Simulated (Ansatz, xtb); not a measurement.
# C5H9ClSi: which of two isomers lies lower

Structure X is `C[C@@H]1C=C(Cl)C[SiH2]1`, a singlet and structure Y is `[SiH3]C(Cl)=C1CCC1`, a singlet. Both are isolated molecules in the gas phase, relaxed with B3LYP-D3(BJ)/def2-SVP; the shapes shown needn't be the lowest conformers.

X (Å):

```yaml
atoms:
  - { symbol: C, position_ang: [-3.0431, 1.1848, -2.4770] }
  - { symbol: C, position_ang: [-2.9099, 0.3840, -1.1710] }
  - { symbol: C, position_ang: [-3.0153, 1.2548, 0.0645] }
  - { symbol: C, position_ang: [-2.0314, 1.2103, 0.9771] }
  - { symbol: C, position_ang: [-0.8457, 0.2984, 0.7982] }
  - { symbol: Cl, position_ang: [-2.0731, 2.1939, 2.4287] }
  - { symbol: Si, position_ang: [-1.2182, -0.4818, -0.9046] }
  - { symbol: H, position_ang: [-2.9936, 0.5254, -3.3583] }
  - { symbol: H, position_ang: [-4.0038, 1.7256, -2.5185] }
  - { symbol: H, position_ang: [-2.2385, 1.9318, -2.5713] }
  - { symbol: H, position_ang: [-3.7175, -0.3719, -1.1465] }
  - { symbol: H, position_ang: [-3.8765, 1.9173, 0.1984] }
  - { symbol: H, position_ang: [-0.7970, -0.4445, 1.6126] }
  - { symbol: H, position_ang: [0.0992, 0.8658, 0.8350] }
  - { symbol: H, position_ang: [-0.2210, -0.0919, -1.9439] }
  - { symbol: H, position_ang: [-1.3055, -1.9699, -0.8574] }
```

Y (Å):

```xyz
16

C    -1.9944    0.4677   -2.5882
C    -1.5106    0.4604   -1.3422
C    -2.0022    1.0336   -0.0188
C    -0.7450    0.4195    0.6702
C    -0.2687   -0.1308   -0.7078
Cl   -1.0638   -0.3547   -3.8556
Si   -3.5830    1.2660   -3.1808
H    -4.2583    1.9174   -2.0219
H    -3.2823    2.2883   -4.2224
H    -4.4836    0.2355   -3.7705
H    -2.9713    0.6368    0.3237
H    -2.0598    2.1338    0.0075
H    -0.9724   -0.3568    1.4142
H    -0.0700    1.1557    1.1285
H     0.6730    0.2941   -1.0926
H    -0.1983   -1.2276   -0.7928
```

Question: Estimate which is lower in electronic energy at CCSD(T)/def2-SVP + ΔMP2/def2-TZVPP, and by roughly how much.

Answer: The CCSD(T)/def2-SVP + ΔMP2/def2-TZVPP calculation puts structure X lower, by 27.1 kcal/mol.

Level by level:

| level | geometry | E(Y) − E(X) (kcal/mol) | departure from the last row (kcal/mol) | job, with rough time for the two |
| --- | --- | --- | --- | --- |
| GFN2-xTB | GFN2-xTB | +7.9 | −19.2 | optimisation, 0.2 s |
| HF/STO-3G | GFN2-xTB | +27.1 | +0.1 | single point, 0.4 s |
| r2SCAN-D4/def2-SVP | GFN2-xTB | +25.9 | −1.2 | single point, 4.2 s |
| B3LYP-D3(BJ)/def2-SVP | B3LYP-D3(BJ)/def2-SVP | +24.5 | −2.5 | optimisation, 57 s |
| HF/def2-SVP | B3LYP-D3(BJ)/def2-SVP | +23.7 | −3.4 | part of the CCSD(T) run |
| MP2/def2-SVP | B3LYP-D3(BJ)/def2-SVP | +27.2 | +0.1 | part of the CCSD(T) run |
| CCSD(T)/def2-SVP | B3LYP-D3(BJ)/def2-SVP | +25.4 | −1.6 | single point |
| CCSD(T)/def2-SVP + ΔMP2/def2-TZVPP | B3LYP-D3(BJ)/def2-SVP | +27.1 |  | single point, 81 s |

As drawn, Y has 1 C–C, 1 Si–H in place of 1 C–Si, 1 C–H. Structure X has a 5-membered ring, Y a 4-membered ring.

The levels shown agree on the order. The largest departure from CCSD(T)/def2-SVP + ΔMP2/def2-TZVPP is that of GFN2-xTB, 19.2 kcal/mol. The last row adds to CCSD(T) the change of the MP2 difference between the two basis sets, here +1.6 kcal/mol.

With thermal terms from frequencies at re-optimised GFN2-xTB minima (ideal gas, soft modes damped towards free rotors, one conformer each, 298.15 K, 1 atm): the zero-point term adds −1.9 kcal/mol; ΔH is +25.6 and ΔG +24.3 kcal/mol.

The correlated steps freeze 15 core orbitals. Mirror images aren't counted in ΔG. Codes used: Ansatz 0.2.0, xtb 6.7.1; the last row on 4 threads of Arm Neoverse V2 on a shared host.

Structure X is clearly the more stable isomer, and ring strain is probably the main reason. Y holds a four-membered carbon ring with an sp2 centre that prefers wider angles than the ring allows, whereas the long C–Si bonds and the alkene fit easily into X's five-membered ring. The bond exchange works in the same direction, since trading a Si–H bond for a stronger C–H bond favours X. Y's more highly substituted double bond should offset only part of this.

Hartree–Fock in the def2-SVP basis already gives +23.7 kcal/mol, so the preference doesn't originate in electron correlation. The near-exact match of HF/STO-3G therefore suggests cancelling errors. GFN2-xTB gets the order right but badly underestimates the gap; its geometries aren't the main fault, because r2SCAN-D4 on the same structures recovers most of the difference. The zero-point term favours Y, consistent with its extra Si–H bond, whose vibrations are softer than those of C–H, but it is far too small to change the order. The energy gap alone doesn't show that Y would readily rearrange to X.
